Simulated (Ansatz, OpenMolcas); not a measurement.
**A ladder of methods for C2H5BClF (SMILES BC(F)CCl)**

C2H5BClF has 10 atoms, charge 0, and is taken as a singlet. As SMILES, `BC(F)CCl`. The shape is that of a PBE0-D4/def2-TZVP optimisation. This is one conformer, not always the lowest.

Each level gives the HOMO–LUMO gap (eV). The values are calculated.

| level | kind | program | value (eV) |
| --- | --- | --- | --- |
| HF/def2-SVP | Hartree–Fock | OpenMolcas | 13.42 |
| SVWN5/def2-SVP | LDA | Ansatz | 3.60 |
| PBE/def2-SVP | GGA | OpenMolcas | 3.80 |
| revPBE/def2-SVP | GGA | Ansatz | 3.89 |
| BHLYP/def2-SVP | global hybrid | Ansatz | 8.68 |
| PBE0/def2-SVP | global hybrid | OpenMolcas | 6.31 |
| wB97M-V/def2-SVP | range-separated hybrid | Ansatz | 10.66 |
| B2PLYP/def2-SVP | double hybrid | OpenMolcas | 8.96 |

The values span 3.60 to 13.42 eV. Orbital gaps aren't excitation energies, and those of double hybrids come from the SCF part alone; they tend to grow with the share of exact exchange.

The three semilocal functionals lie close together, from 3.60 to 3.89 eV, while the hybrids open the gap to between 6.31 and 10.66 eV and Hartree–Fock gives 13.42 eV. At a fixed geometry this spread reflects the treatment of the electrons rather than any change in bonding, probably because nonlocal exchange makes occupied orbitals feel the field of one electron fewer than the virtual ones do, whereas a semilocal potential acts on both alike.

Chemically, the tricoordinate boron has a formally empty p orbital, which no neighbouring lone pair fills by direct π donation, since both halogens sit on carbon. The LUMO is therefore probably centred on boron, and the HOMO probably mixes chlorine lone-pair character with the B–C and B–H σ bonds. Such an acceptor level would make the gap smaller than in a comparable saturated haloalkane. The gaps alone don't establish how strong a Lewis acid the molecule is, as that also depends on the energy cost of pyramidalising boron and on the bond formed with the donor.
